**Question**

Hexagonal close-packed cobalt was calculated with density-functional theory (PBE) at five volumes, with the shape of the cell held fixed.

Ansatz 0.2.0, PBE, scalar-relativistic, for ferromagnetic Co (P6_3/mmc, 2 atoms): all-electron LAPW (basis error 0.25 meV/atom) and default PAW datasets (420 eV), 17×17×9 k points, Fermi-Dirac smearing 0.05 eV. The PAW-relaxed cell is scaled at fixed shape. Pressure is positive in compression, energies are free energies, and Vzz is the principal field gradient of largest size.

| V/V(given) | volume (Å³/atom) | pressure, LAPW (GPa) | cell moment, LAPW (muB) | energy above the lowest row, LAPW (meV/atom) | largest Vzz, PAW (1e21 V/m^2) |
| --- | --- | --- | --- | --- | --- |
| 0.9405 | 10.22 | 14.87 | 3.15 | 28.1 | -0.31 |
| 0.9700 | 10.54 | 6.80 | 3.20 | 6.6 | -0.26 |
| 1.0000 | 10.87 | -0.12 | 3.25 | 0.0 | -0.27 |
| 1.0300 | 11.20 | -6.01 | 3.29 | 6.4 | -0.32 |
| 1.0600 | 11.52 | -11.05 | 3.31 | 23.9 | -0.33 |

V/V(given) is the volume relative to the starting cell, and the rows are called by this number. That cell was relaxed with the PAW method, whereas the pressures, energies and moments in the table come from all-electron LAPW. Largest Vzz is the electric field gradient at a nucleus; it vanishes when the charge around the nucleus is spherical.

The cell holds two atoms and 34 electrons, counting the 3s and 3p shells. In rows 0.97, 1.00 and 1.03 the lowest eighteen majority-spin bands lie wholly below the Fermi level. The nineteenth averages 0.49, 0.41 and 0.33 eV above it in these three rows (band energies from LAPW for row 0.97 and from PAW for the other two).

(a) The pressure climbs faster on compression than it drops on expansion. Why, then, do rows 0.97 and 1.03 have almost the same energy? Support the answer with an estimate.

(b) Why does the magnetic moment shrink when cobalt is squeezed?

(c) Largest Vzz is smallest in size at row 0.97. What may be concluded from this?

**Model answer**

**(a) Pressure and energy**

Pressure is the slope of the energy, $P=-dE/dV$, and the bulk modulus $B=-V\,dP/dV$ says how strongly the metal resists a change of volume. Between neighbouring rows $B$ drops from about 261 GPa at the compressed end to 176 GPa at the expanded end. Squeezed cobalt is therefore the stiffer material.

A simpler system shows where this comes from: a gas of free electrons held together by the attraction of positive ions. Confining electrons raises their kinetic energy as $V^{-2/3}$, while the attraction deepens only as $V^{-1/3}$. The repulsive part is the steeper one, so it gains the upper hand as the volume shrinks, and the stiffness grows with pressure, at a rate $B'=dB/dP=3$ around zero pressure. The analogy gives the direction but not the size for cobalt, where the d electrons take part in the bonding as well.

For cobalt itself, let $B$ grow linearly with pressure. Integration then gives Murnaghan's equation, written here from the given cell with volume $V_0$, bulk modulus $B_0$ and pressure $P_0$:

$$P=P_0+\frac{B_0}{B'}\left[\left(\frac{V_0}{V}\right)^{B'}-1\right]$$

A least-squares fit to the pressures of all five rows gives $B_0\approx213$ GPa and $B'\approx4.4$. It follows the pressures to about 0.01 GPa, although three adjustable constants on five points make this a good description rather than a severe test. A constant bulk modulus would do worse: at row 0.9405 it gives $213\times\ln(1/0.9405)-0.12\approx12.9$ GPa, about 13 % below the calculated pressure.

Integrating once more gives the energy of a small compression $\varepsilon=1-V/V_0$:

$$\Delta E\approx\tfrac12B_0V_0\varepsilon^2\left[1+\tfrac{B'+1}{3}\varepsilon\right]+P_0V_0\varepsilon$$

For a change of 3 %, with 1 GPa Å$^3$ = 6.24 meV, the three parts are

- symmetric part: $\tfrac12\times213\times10.87\times0.03^2\times6.24\approx6.50$ meV/atom;
- stiffening: $6.50\times(5.4/3)\times0.03\approx0.35$ meV/atom, added on compression and subtracted on expansion;
- leftover pressure: $0.12\times10.87\times0.03\times6.24\approx0.24$ meV/atom, with the opposite signs.

Compression should thus cost $6.50+0.35-0.24\approx6.6$ meV/atom and expansion $6.50-0.35+0.24\approx6.4$ meV/atom. Both agree with the table. The pressures of these rows were part of the fit, but the energies were not.

The near-symmetry thus has two causes: for so small a change the symmetric part dominates, and the leftover pressure cancels most of the small stiffening term. The given cell is a trace too large for LAPW, mainly because it was relaxed with PAW, which leaves a pressure of only about -0.02 GPa there. The first bit of compression releases that strain. Farther out the stiffening wins: row 0.9405 lies 28.1 meV/atom above the lowest row, against 23.9 for row 1.06.

**(b) The moment**

Start with a count. The moment in Bohr magnetons is the number of majority electrons less the number of minority electrons, $M=N_\uparrow-N_\downarrow$, and the two add up to 34. If eighteen majority bands are full and $q$ further majority electrons sit in higher bands, then

$$M=2(18+q)-34=2+2q$$

For row 1.00 the tabulated moment of 3.25 means $q\approx0.62$. At row 0.97 $q$ is about 0.60, and at row 1.03 about 0.64. An electron that changes from majority to minority spin lowers the moment by two, since one side loses what the other gains.

The question is now why $q$ shrinks under pressure. Eight of the eighteen full bands belong to the 3s and 3p shells, and the other ten correspond to a filled majority d shell on both atoms. The remaining $q$ electrons are, in the standard picture of cobalt, mostly of s and p character and spread out like free electrons. This is a match by count and not level by level: at the centre of the Brillouin zone an s level lies beneath the d levels, so the nineteenth level there is still a d level. Taken over the whole zone, the nineteenth band, which crosses the Fermi level, rises relative to it on compression: the average of the nineteenth majority band lies 0.33 eV above the Fermi level at row 1.03 and 0.49 eV above it at row 0.97.

The likely reason is a contest between two energies. Exchange favours parallel spins and places the majority levels below their minority partners; this distance is called the exchange splitting. But extra majority electrons must sit in higher levels, and that costs more when the bands are wide. Squeezing brings the atoms closer together and widens the bands: from row 1.03 to row 0.97 the spread of the minority d doublets (pairs of levels with equal energy) at the centre of the Brillouin zone grows by about 8 %. The exchange splitting does not keep pace. It even shrinks a little for every d doublet, for the upper one from 1.94 to 1.89 eV, in step with the moment. Since the moment itself produces the splitting, this drop is as much a result as a cause; the widening is what pressure does directly.

Had all these energies grown by one common factor, the Fermi level would have moved along with them and no electron would have changed sides. As it is, exchange loses ground to the band width, and the upper majority bands rise, on average, relative to the Fermi level.

The states above the eighteenth majority band thus lose some of their electrons, which must go elsewhere. The eighteen majority bands below are already full, so only minority states can take them in, and near the Fermi level these are mostly d states. The electrons end up there with their spin reversed, and the moment falls. The effect is gentle: over the whole range the volume changes by about 13 % and the moment by about 5 %.

The same reasoning should apply to nickel, which also has a full majority d shell. In iron the contest is the same but the count is not: iron has empty d places in both spins, so majority d electrons can leave as well.

**(c) The field gradient**

These five values alone do not establish a physical turning point. If fixed charges were simply moved apart with the lattice, the size of Vzz would fall as $1/V$, by about 11 % from the smallest to the largest cell. The column instead drops in size, turns, and ends slightly above its starting value.

In a transition metal, Vzz is sensitive to how electrons near the Fermi level are shared among d orbitals of different orientation. The calculated sharing can depend on how finely the band structure is sampled. In tests on other systems, the makers of the data found that field gradients move with the k mesh when there is no gap. Cobalt is a metal too, but how far its values move is not known, since all five rows use the same mesh. The turn should be explained only if it survives a denser one.

**Remarks on the reasoning**

*A count is not a cause.* The relation $M=2+2q$ holds by arithmetic once $q$ is defined, so its agreement with the table proves no mechanism. The physical content lies in what the bands do on compression: eighteen stay full, the next one rises relative to the Fermi level, and the d levels spread out while the exchange splitting does not grow. All of this is seen in the three middle rows. Their bands come from two methods, but at row 1.00 LAPW and PAW place the top of the eighteenth majority band within 0.01 eV of each other, measured from the Fermi level. For the two end rows the same picture is inferred from the smooth course of the moment.

*Two tempting answers to (b).* One is that pressure empties the majority d shell. Down to row 0.97 the bands that match this shell by count stay full: the top of the eighteenth majority band climbs from 0.61 eV below the Fermi level at row 1.03 to 0.48 eV below it at row 0.97, but it stays beneath. The other is that the s and p levels rise, as in an electron gas, and so lose their electrons. In such a gas every level does rise as $V^{-2/3}$, but the Fermi level rises by the same factor and the filling stays as it was. A shift of the s and p states relative to the d states, or a change in how they mix, could still add to the effect; these results do not isolate that share.

*A power law would hide the bend.* A straight-line fit of the logarithm of the moment against that of the volume, through all five rows, gives $M\propto V^{0.44}$ and misses no moment by more than about 0.3 %. Yet the exponent between neighbouring rows falls from 0.54 at the compressed end to 0.27 at the expanded end. The fitted value is an average slope and a poor guide outside the range. Why the growth slows is left open by these results.

*Using the numbers.* A pressure of 2 GPa shrinks the volume of cobalt by roughly 1 %, and the change in moment is then well below 1 %. The moments are spin moments only; the smaller orbital part is absent from a scalar-relativistic calculation. Calculations of magnets can also settle in a state above the lowest one. The smooth course of the moment suggests that all five rows follow the same magnetic state, but it does not prove that this state is the lowest. The pressures belong to a lattice at rest, so the effect of atomic vibrations has to be added before they are compared with measurements.
